## Counting the errors in a bond energy

A bond energy is a difference of three total energies, so its error is a sum of three errors. For the two bonds of acetonitrile that lead to radicals,

$$D_{\rm CH}=E({\rm CH_2CN})+E({\rm H})-E({\rm CH_3CN}),\qquad D_{\rm CC}=E({\rm CH_3})+E({\rm CN})-E({\rm CH_3CN}).$$

Five species enter, and each carries its own error at a given level of theory. Suppose that all five errors scale with one number $\lambda$ that belongs to the functional, its tendency to overbind. Then $D_{\rm CH}=D^0_{\rm CH}+k_{\rm CH}\lambda$ and $D_{\rm CC}=D^0_{\rm CC}+k_{\rm CC}\lambda$, and eliminating $\lambda$ leaves a straight line, $D_{\rm CH}=a+b\,D_{\rm CC}$ with $b=k_{\rm CH}/k_{\rm CC}$. A level that binds very strongly is still regular if it lies on this line; a break means that at least one species has an error that does not follow $\lambda$.

Theory suggests what $\lambda$ is. Local exchange is too weak where the density falls off steeply, that is at the surface of an atom or molecule. Breaking a bond creates surface, so the fragments are placed too high relative to the parent and the bond comes out too strong. Gradient corrections restore exchange at the surface and weaken the bond, Becke's exchange in BLYP more strongly than the PBE form.

Homolytic dissociation of the C–H bond of acetonitrile (CH3CN) to relaxed radicals in the gas phase, computed with PySCF 2.14.0 by DFT at the levels listed (integration grid level 2). Geometries and thermal terms are from PBE0-D3(BJ)/def2-SVP; enthalpies refer to 298.15 K and 1 bar, and no counterpoise correction is applied.

| level | site or bond (first listed) | broken dissociation enthalpy (kJ/mol) | broken electronic part (kJ/mol) | broken length (Å) |
| --- | --- | --- | --- | --- |
| BLYP-D3(BJ)/def2-TZVP | C1-H | 378.3 | 409.5 | 1.09900 |
| PBE0-D3(BJ)/def2-TZVP | C1-H | 383.3 | 414.6 | 1.09900 |
| PBE0-D3(BJ)/def2-TZVPD | C1-H | 383.4 | 414.6 | 1.09900 |
| PBE0-D3(BJ)/jun-cc-pV(T+d)Z | C1-H | 384.3 | 415.5 | 1.09900 |
| PBE0-D3(BJ)/aug-pcseg-1 | C1-H | 386.2 | 417.5 | 1.09900 |
| PBE0-D3(BJ)/6-31G(d) | C1-H | 386.6 | 417.9 | 1.09900 |
| wB97X-D3(BJ)/def2-TZVP | C1-H | 397.6 | 428.9 | 1.09900 |
| LDA/def2-TZVP | C1-H | 427.6 | 458.9 | 1.09900 |

## What is imposed and what varies

The site C1-H is a bond from the methyl carbon to hydrogen. The broken electronic part is $D_{\rm CH}$ as defined above, and the broken dissociation enthalpy adds zero-point and thermal terms. The parent is a singlet, and each product has one unpaired electron. All levels are single-point energies on one shared set of geometries, with the radicals relaxed, and with shared thermal terms, so the constant length is imposed, as is the offset of $-31.3$ kJ/mol between the two energy columns. That offset is $-37.6$ kJ/mol of zero-point energy, lost mainly with three vibrations, plus $6.3$ kJ/mol of thermal enthalpy, nearly all of it the $\tfrac52RT=6.20$ kJ/mol of the free H atom. The whole trend therefore sits in the electronic part.

The rows form two series that share one member, PBE0 with def2-TZVP. Four functionals in def2-TZVP span 49.4 kJ/mol, and five basis sets with PBE0 span 3.3 kJ/mol. They are treated apart, and the second gives the scale against which breaks in the first must be judged.

## LDA is extreme but regular

The same runs give $D_{\rm CC}$ as 518.6, 551.1, 561.7 and 616.9 kJ/mol for BLYP, PBE0, wB97X and LDA. The order is the same as for the C–H bond, as a single $\lambda$ requires. The fraction of exact exchange cannot be that variable, since BLYP and LDA both have none and form the two ends of the series.

An unweighted least-squares line through these four def2-TZVP rows is

$$D_{\rm CH}=131.8\ {\rm kJ/mol}+0.527\,D_{\rm CC},$$

with a root-mean-square residual of 4.6 kJ/mol. Intercept and slope trade against each other and have no separate meaning, but the end points alone show that the C–H bond responds about half as strongly, 49.4 against 98.4 kJ/mol from BLYP to LDA. LDA lies only 2.0 kJ/mol above the line, although as the far end point it pulls the line towards itself. Its large value is thus consistent with ordinary overbinding of both bonds. LDA is also the one row without a dispersion term, which for a bond in so small a molecule is normally minor.

The surface error can be sized for the H atom, whose exact energy is $-0.5$ hartree. For an orbital $e^{-\zeta r}$ the spurious self-repulsion is $5\zeta/16$, and spin-polarised Slater exchange, integrated analytically, cancels only part of it:

$$E(\zeta)=\tfrac12\zeta^2-\zeta+0.3125\,\zeta-0.2680\,\zeta+E_c,\qquad \zeta_{\min}=1-0.3125+0.2680\approx0.956 .$$

The minimum is $-\tfrac12\zeta_{\min}^2+E_c$, and a rough recalled correlation energy $E_c\approx-0.022$ hartree gives $-0.479$ hartree. The LDA atom is thus about 56 kJ/mol too high, which by itself strengthens any bond to hydrogen.

This term has the size of the LDA shift, yet the numbers show that it is only one face of the error. From PBE0 to LDA the C–H energy rises by 44.3 kJ/mol, while the C–C energy, which frees no H atom, rises by 65.8 kJ/mol. Overbinding in LDA is thus not confined to bonds that free a hydrogen atom, and a bound hydrogen in the parent is expected to carry part of the same error as the free atom.

## The break between BLYP and PBE0

The largest residual from the line belongs to PBE0. Worked in full,

$$131.8+0.527\times551.1=422.2\ {\rm kJ/mol},\qquad 414.6-422.2=-7.6\ {\rm kJ/mol}.$$

PBE0 was part of that fit and drags the line down. Refitted to the other three functionals, the line passes them with a residual of 1.1 kJ/mol and misses PBE0 by $-10.5$ kJ/mol. The miss is a hundred times the rounding of the table and about ten times the scatter among the triple-zeta sets, so neither rounding nor the choice among those sets explains it.

Which row is at fault is less certain than the existence of a break. Three points leave a line one degree of freedom, and a line fitted without BLYP misses BLYP by $+11.9$ kJ/mol, one without LDA misses LDA by $+13.4$. Those two are extrapolations and leave the remaining rows worse fitted, which is the reason for naming PBE0. A model with one common scale factor, $D_{\rm CH}=0.760\,D_{\rm CC}$ by least squares on the same four rows, fits about twice as badly and points at BLYP. What survives the choice of model is the uneven spacing of neighbouring steps.

From BLYP to PBE0 the C–H bond gains 5.1 kJ/mol and the C–C bond 32.6. From PBE0 to wB97X the C–H bond gains 14.3 and the C–C bond only 10.5. A single $\lambda$ would keep the ratio of the two gains fixed, so at least a second error is at work. Subtracting the two definitions removes the parent and shows how the radicals alone behave.

The difference $D_{\rm CC}-D_{\rm CH}$ is exactly the energy of CH$_2$CN + H → CH$_3$ + CN. It is 109.1, 136.5, 132.8 and 158.0 kJ/mol along the series. Any line of slope below one makes it rise steadily with $D_{\rm CC}$, and it does so except for the fall from PBE0 to wB97X. The two radical pairs thus shift against each other out of step with the C–C bond energy. This does not prove that the second error sits in the radicals: an error in the parent moves both bond energies by the same amount, and since the slope of the line is not one, that too takes a row off the line. A C–H bond that is too weak cannot be told here from a C–C bond that is too strong.

## Two candidate causes

The first candidate is delocalisation error in CH$_2$CN, where the unpaired electron is shared between the methylene carbon and the nitrogen. Stretched H$_2^+$ is the simplest analogue: its one electron is split over two centres, each half repels itself less than a whole electron would, and semilocal exchange shrinks less than that repulsion and overcancels it, so the energy falls too low. Full exact exchange at long range, as in wB97X, removes much of this, and the quarter in PBE0 removes less. A radical that is less overstabilised means a stronger C–H bond, which agrees in sign with the step from PBE0 to wB97X. The analogy gives a sign and no size, because H$_2^+$ has one electron and no correlation, whereas the spin in CH$_2$CN spreads over short bonds among many electrons.

That argument alone does not cover the step from BLYP, which should overstabilise CH$_2$CN more than the hybrids do and yet has the smallest radical-exchange energy. A guess for this step is that exact exchange penalises the CN radical more than the nitrile group of the parent, because near-degeneracy correlation is stronger in the radical, and so raises $D_{\rm CC}$ in the hybrids. BLYP and PBE0 also differ in their semilocal exchange and correlation, which alone could shift C–C against C–H bonds without any special role for CN, so the changes are confounded. Neither candidate is tested by these numbers. Each radical was taken from one SCF solution, so a state that is not the lowest remains a possible artefact behind the break.

## The basis series

The smooth model here is two plateaus, each the mean of its rows: 414.9 kJ/mol for the three triple-zeta sets and 417.7 for the two double-zeta sets. Both double-zeta values lie above every triple-zeta value. This is the direction expected of basis-set superposition error, left uncorrected here, since fragments in a small basis lose the functions they borrowed in the parent. The two double-zeta sets differ by 0.4 kJ/mol for C–H, too little to rank them, but by 4.4 for C–C, so their agreement is particular to this bond.

One row breaks the upper-quality plateau. The jun-cc-pV(T+d)Z value lies 0.9 kJ/mol above the two def2 sets, while its C–C energy moves by only $-0.25$ kJ/mol. A count of bonds argues for the cause, without proving it: this set has two p and one d function on hydrogen against one p in def2-TZVP, and such functions improve C–H bonds but not a spherical atom. Breaking C–H takes the number of these bonds from three to two, whereas breaking C–C leaves it unchanged. The agreement of the two def2 sets then shows only that diffuse functions do not matter for this bond, not that the basis is converged.

## Against measurement and a neighbouring bond

The line compares functionals with one another and does not say which is right. Against a rough recalled experimental enthalpy of about 400 kJ/mol, BLYP is low by some 22, PBE0 low by 17 and LDA high by 28, while wB97X agrees within the roughness of that value. The first three gaps are several times the whole basis spread, and the zero-point term is common to all rows, so differences between the gaps belong to the functionals. The comparison concerns one bond and does not rank the functionals in general.

For the C–H bond of methane the product is a methyl radical with its spin on one carbon. The surface argument is unchanged, so LDA should again lie highest by a wide margin. The delocalisation term drops out, so if it is the cause of the step from PBE0 to wB97X in acetonitrile, that step should shrink in methane.
